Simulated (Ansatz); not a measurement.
PN: a line through the functionals

PN has 2 atoms, charge 0, and is taken as a singlet. As SMILES, `N#P`. The bond length is the measured one.

The vertical energy of the triplet above the singlet y, in eV, basis aug-cc-pVTZ; a is the functional's share of exact exchange. Programs: Ansatz 0.2.0.

| functional | program | a | y (eV) |
| --- | --- | --- | --- |
| r2SCAN | Ansatz | 0 | 3.67 |
| revPBE | Ansatz | 0 | 3.90 |
| B3LYP | Ansatz | 0.2 | ? |
| PBE0 | Ansatz | 0.25 | 3.61 |
| r2SCAN0 | Ansatz | 0.25 | 3.40 |
| BHLYP | Ansatz | 0.5 | 3.32 |

Task: Fit y = c + s·a to the known rows and predict B3LYP.

Result: 
1. Means of the 5 rows: a = 0.2000, y = 3.580.
2. Σ(Δa)² = 0.175, Σ(Δa·Δy) = -0.1675, so the slope is -0.1675/0.175 = -0.95714.
3. Intercept: 3.580 − (-0.95714) × 0.2000 = 3.771. The largest residual of the fit is 0.13.
4. B3LYP: 3.771 + (-0.95714) × 0.2 = 3.58 eV.

The run gave 3.75 eV, so the prediction is off by -0.17 eV, about the scatter of the fit. Exact exchange favours the state with more unpaired electrons. The rows mix families of semi-local functionals, which the line can't see.

The singlet-triplet gap of PN shrinks as exact exchange is added, but the semi-local part matters almost as much: r2SCAN, with none, already lies below B3LYP. The GGA-based functionals alone fall steadily from revPBE through B3LYP and PBE0 to BHLYP, and all of them sit above the fitted line, while both r2SCAN-based rows sit below it. The missed B3LYP value therefore looks like a family offset rather than random scatter.

The lowest triplet probably arises from π→π* excitation within the triple bond. Exact exchange stabilises its parallel-spin electrons, but brings none of the opposite-spin correlation that matters most in the closed-shell singlet, with its compact π pairs and low-lying π* orbitals. A larger share thus tilts the balance towards the triplet. The slope measures this sensitivity and doesn't identify the most accurate functional. Nor does it give the adiabatic gap, which should be smaller because populating π* weakens and lengthens the bond.
